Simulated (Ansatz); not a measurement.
**How methods differ on BNH2Cl (SMILES N[B]Cl)**

BNH2Cl: 5 atoms, total charge 0, spin state doublet. As SMILES, `N[B]Cl`. Geometry: optimised at wB97X-V/def2-SVP. This is one conformer, not always the lowest.

Quantity: the adiabatic ionisation energy (to the singlet cation, shapes relaxed at wB97X-V/def2-SVP, no zero-point term), in eV. The values are calculated.

```json
{"level": "UHF/def2-TZVPP", "kind": "Hartree–Fock", "program": "Ansatz", "value (eV)": "6.55", "less CCSD(T)/def2-TZVPP": "-0.23", "CPU time (all runs)": "3.1 s"}
{"level": "USVWN5/def2-TZVPP", "kind": "LDA", "program": "Ansatz", "value (eV)": "6.77", "less CCSD(T)/def2-TZVPP": "-0.01", "CPU time (all runs)": "2.6 s"}
{"level": "UBLYP/def2-TZVPP", "kind": "GGA", "program": "Ansatz", "value (eV)": "6.67", "less CCSD(T)/def2-TZVPP": "-0.11", "CPU time (all runs)": "5.1 s"}
{"level": "UPBE/def2-TZVPP", "kind": "GGA", "program": "Ansatz", "value (eV)": "6.83", "less CCSD(T)/def2-TZVPP": "+0.05", "CPU time (all runs)": "4.7 s"}
{"level": "UCAM-B3LYP/def2-TZVPP", "kind": "range-separated hybrid", "program": "Ansatz", "value (eV)": "6.90", "less CCSD(T)/def2-TZVPP": "+0.12", "CPU time (all runs)": "7.2 s"}
{"level": "RPA@PBE/def2-TZVPP", "kind": "RPA", "program": "Ansatz", "value (eV)": "7.07", "less CCSD(T)/def2-TZVPP": "+0.29", "CPU time (all runs)": "9.4 s"}
{"level": "UMP2/def2-TZVPP", "kind": "perturbation theory", "program": "Ansatz", "value (eV)": "6.73", "less CCSD(T)/def2-TZVPP": "-0.05", "CPU time (all runs)": "4.3 s"}
{"level": "UCCSD(T)/def2-TZVPP", "kind": "coupled cluster or CI", "program": "Ansatz", "value (eV)": "6.78", "less CCSD(T)/def2-TZVPP": "0.00", "CPU time (all runs)": "56 s"}
```

UCCSD(T)/def2-TZVPP is the highest level here, not the true value. The values span 6.55 to 7.07 eV. In so small a basis fixed costs decide the times, and correlated methods can beat functionals. CPU times are rough (shared hosts, several kinds of processor and program).

Removing an electron from this radical costs 6.78 eV at the coupled-cluster level, and all the other methods except Hartree–Fock and RPA lie within 0.12 eV of that. The modest ionisation energy fits a singly occupied orbital that is mainly a boron σ hybrid. Boron is electropositive, and the electron lost has no partner in its orbital. The product is a two-coordinate borinium-type cation, in which the nitrogen lone pair, and more weakly those of chlorine, can donate into empty boron p orbitals. Such cations favour a linear arrangement at boron, so structural relaxation probably lowers the adiabatic value further.

Hartree–Fock gives the lowest result, probably because it omits the correlation between the departing electron and the remaining ones, which stabilises the neutral radical; MP2 recovers most of the shift. The near-coincidence of LDA with coupled cluster in a single energy difference is no evidence that it describes either charge state equally well. Without a vertical ionisation energy, the contributions of electronic stabilisation and geometric relaxation cannot be separated.
